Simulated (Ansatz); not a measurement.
Ru: the change of energy above lowest point and pressure with volume scale

All results are calculated (Ansatz 0.2.0). Free energy against uniform scaling of the volume at fixed shape and fractions; periodic cell, basis, potentials, k mesh and filling as listed.

The cell before it is scaled or strained (space group P6_3/mmc, No. 194):
```
cell vectors (Å)
   2.7148     0.0000     0.0000
  -1.3574     2.3511     0.0000
   0.0000     0.0000     4.2961
atoms (fractions of the cell vectors)
Ru  0.33333  0.66667  0.25000
Ru  0.66667  0.33333  0.75000
```

Settings of every row: functional r2SCAN; dispersion none; potentials PAW; wave cutoff 600 eV; density cutoff 2400 eV; k mesh 12x12x7; k shift 0x0x0; occupations fermi dirac; smearing width 0.1 eV; spin none; SCF threshold exponent -10.

Limits: coarse k mesh, up to 40 meV an atom off.

```csv
row,volume scale,V (Å³/atom),energy above lowest point (meV/atom),pressure (GPa)
1,0.9406,12.896,27.6,17.1
2,0.9703,13.303,0,5
3,1,13.711,0.6,-5.16
4,1.0297,14.118,24.8,-13.67
5,1.0594,14.525,?,?
```

Question: what energy above lowest point and pressure should row 5 give?

Worked fit of energy above lowest point. Take u = (V_r/V)^(2/3) − 1 with V_r = 13.507 Å³ an atom, which is twice the finite (Eulerian) strain; such expansions in the strain, on which the Birch-Murnaghan equation of state is built, carry the rest volume and the bulk modulus. The shown rows have u = 0.03134, 0.0102, -0.00994, -0.02906. Least squares give energy above lowest point = −2.94 − 27.6 × u + 31941 × u² meV/atom; a straight line predicts inner rows, each left out in turn, worse (root mean square 18 against 0.23 meV/atom). The rows lie off it by 0.0, -0.1, 0.1, 0.0. The withheld row has u = -0.04729, so the fit gives −2.94 − 27.6 × (-0.04729) + 31941 × (-0.04729)² = 69.8 meV/atom.

The calculation gave 68.9 meV/atom. The fit lies 0.9 meV/atom (1.3 % of the value, 1.3 % of the column's range) above it; its largest miss of a shown row is 0.1 meV/atom. This row lies beyond the range of the fit.

Worked fit of pressure. Take u = (V_r/V)^(2/3) − 1 with V_r = 13.507 Å³ an atom, which is twice the finite (Eulerian) strain; such expansions in the strain, on which the Birch-Murnaghan equation of state is built, carry the rest volume and the bulk modulus. The shown rows have u = 0.03134, 0.0102, -0.00994, -0.02906. Least squares give pressure = −0.307 + 505.65 × u + 1582.8 × u² GPa; a straight line predicts inner rows, each left out in turn, worse (root mean square 0.92 against 0.036 GPa). The rows lie off it by 0.01, -0.02, 0.02, -0.01. The pressure vanishes at u = 0.0006, or V = 13.49 Å³ an atom, and there the bulk modulus at fixed shape and fractions is B = −V dP/dV = (2/3)(1 + u) dP/du = 339 GPa. Letting shape and atoms relax would as a rule lower it, by much in layered, chain or molecular crystals. The withheld row has u = -0.04729, so the fit gives −0.307 + 505.65 × (-0.04729) + 1582.8 × (-0.04729)² = -20.68 GPa.

The calculation gave -20.78 GPa. The fit lies 0.10 GPa (0.26 % of the column's range) above it; its largest miss of a shown row is 0.02 GPa. This row lies beyond the range of the fit.
